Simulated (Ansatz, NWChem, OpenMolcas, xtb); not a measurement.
**GeH3F (fluorogermane): the HOMO–LUMO gap, rung by rung**

GeH3F: 5 atoms, total charge 0, spin state singlet. As SMILES, `[F][GeH3]`. Geometry: relaxed at PBE0-D4/def2-TZVP.

Quantity: the HOMO–LUMO gap, in eV. The values are calculated.

```csv
level,kind,program,value (eV),CPU time
GFN1-xTB,semi-empirical,xtb,6.38,under 2 s
HF/aug-cc-pVDZ,Hartree–Fock,OpenMolcas,14.24,8.3 s
SVWN5/aug-cc-pVDZ,LDA,OpenMolcas,6.69,19 s
revPBE/aug-cc-pVDZ,GGA,Ansatz,6.88,4.7 s
M06-L/aug-cc-pVDZ,meta-GGA,OpenMolcas,7.84,34 s
M06-2X/aug-cc-pVDZ,hybrid meta-GGA,NWChem,10.95,64 s
HSE06/aug-cc-pVDZ,range-separated hybrid,Ansatz,8.38,6 s
PBE-QIDH/aug-cc-pVDZ,double hybrid,Ansatz,12.61,7 s
```

All-electron rows without a relativistic Hamiltonian named are non-relativistic. The values span 6.38 to 14.24 eV. Orbital gaps aren't excitation energies, and those of double hybrids come from the SCF part alone; they tend to grow with the share of exact exchange. CPU times are rough (shared hosts, several kinds of processor): they show what a rung costs within a factor of a few.

Fluorogermane has a wide orbital gap at every level, as expected for a saturated molecule with strong σ bonds and no low-lying π* orbital. The highest occupied level probably mixes fluorine lone-pair and Ge–H bonding character, while the lowest empty one is likely Ge-centred and antibonding, with a diffuse admixture.

The size of the gap, however, depends heavily on the method. The semilocal functionals lie between 6.69 and 7.84 eV, HSE06 is only moderately higher at 8.38 eV, and Hartree–Fock reaches 14.24 eV, probably because nonlocal exchange stabilises the occupied orbitals much more than the empty ones. The closeness of GFN1-xTB to SVWN5 doesn't validate either value, and the spread is no error bar for a single observable.

The results therefore support a qualitative picture of a wide-gap molecule, but not a preferred value. With a single diffuse basis behind the first-principles rows, they also leave open whether the LUMO is a genuine valence acceptor level or a basis-dependent representation of the continuum.
